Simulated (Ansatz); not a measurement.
## Which isomer of H4Se2Sn gives these data?

These gas-phase data were calculated for one isomer of H4Se2Sn at PBE0-D4/def2-SVP (harmonic, unscaled wavenumbers; equilibrium rotational constants with average atomic masses):

```
rotational constants            : 3.181, 0.753, 0.6181 GHz
all wavenumbers above 1500 cm⁻¹ : 2420, 1949, 1943, 1926
```

Candidates:

(1) `[SeH][Se][SnH3]`, a singlet
(2) `[SeH][SnH2][SeH]`, a singlet

Problem. Assign the data to one candidate and say why.

Solution. Candidate (1). 3 modes lie between 1650 and 2000 cm⁻¹, one for each Sn–H bond, while (2) has 2.

The same quantities for all candidates:

```
     rotational constants (GHz)  wavenumbers above 1500 cm⁻¹  E above the lowest, PBE0-D4/def2-SVP (kcal/mol)
(1)        3.181, 0.753, 0.6181       2420, 1949, 1943, 1926                                             18.4
(2)       3.408, 0.6926, 0.5865       2455, 2454, 1960, 1928                                              0.0
```

Each candidate is one conformer. Atoms past krypton carry core potentials. Programs: Ansatz 0.2.0.

The Se–H count supports the assignment as well: the data have a single mode at 2420 cm⁻¹, whereas (2) has a nearly degenerate pair at 2455 and 2454 cm⁻¹, as expected for two equivalent oscillators barely coupled through the heavy tin atom. Because hydrogen carries almost all the motion in both kinds of stretch, the wide gap between the Se–H and Sn–H regions reflects the stiffer Se–H bond rather than the difference in heavy-atom mass.

The assigned isomer is the less stable one, by 18.4 kcal/mol. Going from (1) to (2) exchanges an Se–Se and an Sn–H bond for an Sn–Se and an Se–H bond. The preference for (2) probably comes from both replacements: the polar Sn–Se bond gains ionic stabilisation that the homonuclear Se–Se bond lacks, and hydrogen binds more strongly to selenium than to tin. This energy order doesn't count against the assignment, since whether (1) would persist depends on the barrier to rearrangement, which the data don't address.
